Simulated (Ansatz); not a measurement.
Ligand exchange: C3H7Br + SiH3I → C3H10Si + IBr

Species: C3H7Br (2-bromopropane) `CC(C)Br`, singlet; SiH3I `[SiH3]I`, singlet; C3H10Si `CC(C)[SiH3]`, singlet; IBr (iodine monobromide), singlet. The partners trade Br for SiH3: C–Br and I–SiH3 bonds give way to C–SiH3 and I–Br.

Shapes, held fixed at every level: PBE0-D4/def2-TZVP. Programs: Ansatz 0.2.0. The zero-point and thermal change to 298 K, harmonic and unscaled (PBE0-D4/def2-TZVP), is -0.8 kJ/mol.

| level | kind | ΔH(298 K) (kJ/mol) | less CCSD(T)/def2-TZVPP | CPU time (sum over the molecules) |
| --- | --- | --- | --- | --- |
| B3LYP-D4/def2-TZVPP | global hybrid | +86.6 | -17.8 | 47 s |
| r2SCAN0-D4/def2-TZVPP | global hybrid | +103.3 | -1.1 | 46 s |
| wB97M-V/def2-TZVPP | range-separated hybrid | +94.9 | -9.5 | 1.8 min |
| wB97X-V/def2-TZVPP | range-separated hybrid | +97.0 | -7.4 | 76 s |
| MP2/def2-TZVPP | perturbation theory | +116.8 | +12.4 | – |
| CCSD(T)/def2-SVP | coupled cluster or CI | +97.7 | -6.7 | 49 s |
| CCSD/def2-TZVPP | coupled cluster or CI | +104.2 | -0.2 | – |
| CCSD(T)/def2-TZVPP | coupled cluster or CI | +104.4 | 0.0 | 19 min |

The highest level, CCSD(T)/def2-TZVPP, gives ΔH(298 K) = +104.4 kJ/mol; the levels span +86.6 to +116.8. The column of differences is taken from that level and isn't an error. No measured value is set beside it here. For atoms past krypton def2 sets carry core potentials with scalar relativity. Relativity is left out for Br. Outer-core shells of Br, I are correlated in most correlated rows, in sets that cover them unevenly. Times are processor times on shared x86 and Arm servers, and rough.

The exchange is clearly endothermic at every level, as expected when two polar carbon-halogen and silicon-halogen bonds are given up for one C–Si and one I–Br bond. The C–Si bond is reasonably strong, but I–Br joins two halogens of similar electronegativity, with little ionic stabilisation and filled π* orbitals that offset the π bonding. In redox terms, the reaction runs opposite to the familiar halogen cleavage of a silicon-carbon bond.

Connected triples barely change the reaction enthalpy, whereas going from the double- to the triple-zeta basis raises the CCSD(T) value by 6.7 kJ/mol. MP2 lies well above CCSD in the same basis, probably because it omits the coupling between electron pairs. The global hybrids include both the closest and the most distant density functional results, so hybrid class alone doesn't predict agreement. With the number of molecules unchanged, entropy is unlikely to overturn the unfavourable direction near room temperature. The basis-set shift leaves the close match of r2SCAN0 to the highest level weak evidence of its accuracy.
